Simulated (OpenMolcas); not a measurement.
# InNH3Cl: a line through the functionals

InNH3Cl: 6 atoms, total charge 0, spin state singlet. As SMILES, `[NH2][InH][Cl]`. The coordinates come from a PBE0-D4/def2-TZVP relaxation.

The electronic atomisation energy y, in eV, basis def2-SVPD with a core potential; a is the functional's share of exact exchange. Programs: OpenMolcas 26.06.

```
functional     program     a  y (eV)
      TPSS  OpenMolcas     0   16.83
       PBE  OpenMolcas     0   16.82
     B3LYP  OpenMolcas   0.2       ?
      PBE0  OpenMolcas  0.25   16.49
     BHLYP  OpenMolcas   0.5   15.91
```

**Question.** Fit y = c + s·a to the known rows and predict B3LYP.

**Answer.** 
1. Means of the 4 rows: a = 0.1875, y = 16.512.
2. Σ(Δa)² = 0.17188, Σ(Δa·Δy) = -0.30687, so the slope is -0.30687/0.17188 = -1.7854.
3. Intercept: 16.512 − (-1.7854) × 0.1875 = 16.847. The largest residual of the fit is 0.089.
4. B3LYP: 16.847 + (-1.7854) × 0.2 = 16.49 eV.

The run gave 16.39 eV, so the prediction is off by +0.10 eV, about the largest residual. Spin-orbit coupling is left out.

Atomisation energy falls as exact exchange is added, from 16.82 eV in PBE to 16.49 eV in PBE0 and 15.91 eV in BHLYP, but B3LYP breaks the order: at 16.39 eV it lies below PBE0 despite its smaller share. The general decline is expected, because semilocal exchange mimics part of the left-right correlation in the bonds, and replacing it with exact exchange removes that stabilisation from the molecule more than from the free atoms.

Only PBE and PBE0 isolate this effect, since they share the same parent exchange and correlation. BHLYP and B3LYP also change the semilocal part, which probably accounts for the missed prediction. Interpolating between PBE and PBE0 alone would place B3LYP above PBE0, even further from the computed value, so the fitted slope is not a pure response to exact exchange. Without a experimental or high-level correlated reference, the spread doesn't show which functional describes the binding best.
